Six chlorine-containing molecules have lost their labels, and only their response to a magnetic field is left to identify them. The magnetisability is the magnetic moment that a unit field induces in one molecule. The susceptibility $\chi$ is the same response per mole, so the two columns carry the same information. Both are negative because the induced moment opposes the field, and a more negative value means a stronger diamagnet.

Isotropic magnetisability and molar susceptibility of neutral singlet molecules containing chlorine, computed with PySCF 2.14.0 at the HF/pcSseg-1 level with GIAOs and density fitting, non-relativistic and in the gas phase. Each molecule is represented by one conformer with a GFN2-xTB geometry, without vibrational averaging. Candidates: C=C=C[C@H](F)C(Cl)Cl, FC(F)(C#CCCl)CCl, CC[SiH2]O/C=C/Cl, C=C[C@](F)([SiH3])[SiH2]Cl, BNB(Cl)CC(=C)C, CC(=S)[C@@H](Cl)[C@H](F)Cl.

| row | magnetisability (1e-30 J/T^2) | susceptibility (1e-6 cm^3/mol) |
| --- | --- | --- |
| A | -1401.7 | -84.41 |
| B | -1452.7 | -87.48 |
| C | -1536.6 | -92.54 |
| D | -1464.7 | -88.20 |
| E | -1414.8 | -85.20 |
| F | -1638.9 | -98.70 |

The candidates are called here the alkyne (with C≡C), the thioketone (C=S), the allene (C=C=C), the silyl ether (Si–O–C), the diborylamine (B–N–B) and the bis-silyl compound, whose two silicon atoms sit on the same carbon. A seventh molecule of the set, 4-chloro-2-methylphosphinine, keeps its name and serves as a standard. It is an aromatic ring containing phosphorus, and its computed susceptibility is −94.05 in the units of the table.

**(a) Estimate the susceptibility of the alkyne, C₅H₄Cl₂F₂, from its atoms. Can such estimates assign the letters?**

*Solution.* An isolated argon atom is the simplest model. The field sets its closed-shell electron cloud circulating, and the opposing moment grows with the mean square radius of the cloud. A molecule can be pictured as a set of such atoms side by side, each adding its own share; in practice the shares are fitted to measured susceptibilities and are known as Pascal's constants. The picture is limited because bonds make the cloud non-spherical: the field then also mixes excited states into the ground state, which adds a paramagnetic part of opposite sign. The fitted constants include this part only as an average over many compounds.

Rough two-figure constants are −6.0 for carbon, −2.9 for hydrogen, −20 for chlorine and −6.3 for fluorine. For the alkyne they give

$$\chi \approx -(5\times 6.0 + 4\times 2.9 + 2\times 20 + 2\times 6.3) = -94.2 .$$

This lies between the values of C and F, and nearer to C. The phosphinine shows how far to trust it: its sum is −99.4, about 5 units too strong. With a miss of that size the alkyne could be either letter.

The other candidates are no easier to place, since their sums run only from −87.7 for the silyl ether to −99.8 for the thioketone. Silicon adds a doubt of its own. The sums use −13 for it, but values near −20 are also in use, which would make the bis-silyl compound 14 units stronger. The atomic sum therefore gives the right magnitude, but it doesn't safely fix any letter.

**(b) The same calculations also yield the diamagnetic part of $\chi$ along each inertial axis. Use it to find the two longest molecules.**

*Solution.* A field along the axis $a$ drives electrons around in the plane of the other two axes, $b$ and $c$. The diamagnetic part along $a$, taken about the centre of mass, is therefore proportional to the sum of $b^2+c^2$ over all electrons. Adding the sizes of the parts along $b$ and $c$ and subtracting that along $a$ leaves a quantity proportional to the sum of $a^2$. This second moment tells how far the electron cloud stretches along the molecule.

The second moment is 480 Å² for A and 406 Å² for F, while no other letter exceeds 254 Å². Among the candidates, only the alkyne and the silyl ether have a chain of seven atoms, not counting hydrogen. The others have five or six. A and F are therefore these two, unless an unusual fold of a chain misleads us.

Their widths tell them apart. Along the second axis the moment is 63 Å² for A but 146 Å² for F. The silyl ether carries nothing heavier than hydrogen beside its chain, whereas the alkyne has two fluorine atoms there. So A is the silyl ether and F is the alkyne, and these are the two safest assignments.

The longest molecule, A, is also the weakest diamagnet of the six. Length inflates the diamagnetic part about the centre of mass, but the paramagnetic part grows with it and cancels nearly all of the increase. The split thus reveals the shape of a molecule, while the strength of its total response has to be judged from the sum of both parts.

**(c) The anisotropy measures how much the magnetisability differs between directions. In the table's units of magnetisability it is 407 for C, 261 for E, 135 for B and 132 for D. Assign these four letters and say how sure each assignment is.**

*Solution.* The phosphinine shows what a large anisotropy can mean. Its value is 1063, because its susceptibility along the ring normal is 64 units stronger than the mean in the plane. The established main cause in aromatic rings is a ring current: a field along the normal drives the π electrons around the whole ring. None of the four remaining candidates has such a ring, so their anisotropy must come from more local features.

The thioketone has the most promising one. Its sulfur atom carries a lone pair in the plane of the C=S group and its two carbon neighbours, and an empty π* orbital lies not far above it in energy. A field along the C=S bond acts like a rotation about that bond and turns the lone pair towards the π* orbital. This adds a paramagnetic response along the bond, so theory points to the thioketone for C, the most anisotropic letter. It can't be the whole cause, though. The three principal values of C are −1784, −1510 and −1316, whereas a change in one direction of an otherwise even response would leave two of them nearly equal. The assignment is therefore likely rather than certain.

For E the diborylamine is the best choice. Each of its two boron atoms has a p orbital, upright on the plane of its bonds, that the lone pair of nitrogen fills only in part. A field in that plane can mix the bonding electrons into this orbital, which should weaken the response in the plane and leave the one along the normal strongest. E fits this pattern if the two boron atoms share nearly the same plane: one principal value, −1582, stands apart from the other two, −1372 and −1290. The silyl ether, already identified as A, has a C=C bond but no boron, and its anisotropy is only 163. One comparison of this kind makes the assignment probable, no more.

B and D remain for the allene and the bis-silyl compound. Their susceptibilities differ by 0.7 units, less than one per cent, and their anisotropies are almost equal. Two weak hints are left: the atomic sum makes the allene the weaker diamagnet, and the allene has the longer chain, while B is both weaker and longer than D. Both hints suggest that B is the allene, but neither is strong enough to decide, so this pair is declared ambiguous.

The labels are now restored.

The rows with their labels:

| system | formula | magnetisability (1e-30 J/T^2) | susceptibility (1e-6 cm^3/mol) |
| --- | --- | --- | --- |
| FC(F)(C#CCCl)CCl | C5H4Cl2F2 | -1638.9 | -98.70 |
| Cc1cc(Cl)ccp1 | C6H6ClP | -1561.8 | -94.05 |
| CC(=S)[C@@H](Cl)[C@H](F)Cl | C4H5Cl2FS | -1536.6 | -92.54 |
| C=C=C[C@H](F)C(Cl)Cl | C5H5Cl2F | -1464.7 | -88.20 |
| C=C[C@](F)([SiH3])[SiH2]Cl | C3H8ClFSi2 | -1452.7 | -87.48 |
| BNB(Cl)CC(=C)C | C4H10B2ClN | -1414.8 | -85.20 |
| CC[SiH2]O/C=C/Cl | C4H9ClOSi | -1401.7 | -84.41 |

A, C, E and F were assigned correctly. For B and D both hints pointed the wrong way: D is the allene and B the bis-silyl compound. The allene has the longer chain on paper, but its electron cloud is almost as wide as it is long, with second moments of 126 and 139 Å². Counting the atoms of a chain says little about so compact a molecule. Even the computed order of these two is not secure, since a Hartree–Fock calculation with a small basis and a single conformer can't be trusted to settle a difference below one per cent.

The output after this text compares the atomic sums with all seven molecules; it calls the bis-silyl compound a disilane, although its silicon atoms are not bonded to each other. The constants were taken over unchanged, so no row helped to set them. For the six hidden rows the typical (root-mean-square) miss is 5.5 units, more than the 3.8 units that separate the four weakest diamagnets. The usual corrections for multiple bonds lower it only to 5.2, mainly because they make the allene much too weak when it is counted as two ordinary double bonds. No correction was applied to the C=S bond, so the miss of the thioketone also remains.

The sums also show why the mean susceptibility is a poor witness for a particular bond. The thioketone is about 7 units less diamagnetic than its atoms suggest, as a paramagnetic contribution from the C=S group would make it. But the diborylamine, which has no such group, falls short by the same amount, and the usual correction for its C=C bond would cover most of that. The phosphinine, too, is weaker than its sum, although its ring current strengthens the response along the normal.

For practical work this suggests a division of labour. With the lower silicon constant, the atomic sum comes within 9 % of the computed susceptibility for all seven molecules, which is enough when only the magnitude is needed. To tell the molecules of this set apart, the shape of the electron cloud and the anisotropy served better. Both need values resolved by direction, which a susceptibility measured on an ordinary liquid doesn't give, and even they left one pair open.

The analysis program printed:

```
Susceptibility and atomic sums in 1e-6 cm^3/mol:
                         row  computed  atoms  atoms_miss  with_bonds  bonds_miss
            FC(F)(C#CCCl)CCl     -98.7  -94.2         4.5       -93.4         5.3
               Cc1cc(Cl)ccp1    -94.05  -99.4       -5.35       -99.4       -5.35
  CC(=S)[C@@H](Cl)[C@H](F)Cl    -92.54  -99.8       -7.26       -99.8       -7.26
        C=C=C[C@H](F)C(Cl)Cl     -88.2  -90.8        -2.6       -79.8         8.4
  C=C[C@](F)([SiH3])[SiH2]Cl    -87.48  -93.5       -6.02         -88       -0.52
              BNB(Cl)CC(=C)C     -85.2  -92.6        -7.4       -87.1        -1.9
            CC[SiH2]O/C=C/Cl    -84.41  -87.7       -3.29       -82.2        2.21
Anisotropy in 1e-30 J/T^2 and electronic second moments in square angstrom:
                         row  anisotropy  along_a  along_b  ratio_a_b
            FC(F)(C#CCCl)CCl       132.4    405.8    145.8      2.784
               Cc1cc(Cl)ccp1        1063    270.9    121.1      2.236
  CC(=S)[C@@H](Cl)[C@H](F)Cl       407.2    223.3    172.9      1.291
        C=C=C[C@H](F)C(Cl)Cl       132.4    139.3    125.8      1.107
  C=C[C@](F)([SiH3])[SiH2]Cl       134.8    221.8    116.8      1.899
              BNB(Cl)CC(=C)C       260.8    254.1    99.26       2.56
            CC[SiH2]O/C=C/Cl       163.2    480.4    62.66      7.667
rms miss of plain atomic sum, six hidden rows [1e-6 cm^3/mol]: 5.501
rms miss with bond corrections, six hidden rows [1e-6 cm^3/mol]: 5.166
rank correlation of plain sum, six hidden rows: 0.7714
rank correlation with bond corrections, six hidden rows: 0.6
spread of the four weakest values [1e-6 cm^3/mol]: 3.79
alkyne less silyl ether, computed [1e-6 cm^3/mol]: -14.29
alkyne less silyl ether, plain sum [1e-6 cm^3/mol]: -6.5
alkyne less silyl ether, with bond corrections [1e-6 cm^3/mol]: -11.2
long-axis moment, alkyne over diborylamine: 1.597
anisotropy, thioketone over diborylamine: 1.562
anisotropy, diborylamine over silyl ether: 1.598
allene less disilane, computed [1e-6 cm^3/mol]: -0.72
allene less disilane, plain sum [1e-6 cm^3/mol]: 2.7
allene less disilane, with bond corrections [1e-6 cm^3/mol]: 8.2
change of disilane sum if silicon is -20 instead of -13 [1e-6 cm^3/mol]: -14
phosphinine, normal less mean in-plane susceptibility [1e-6 cm^3/mol]: -63.91
```
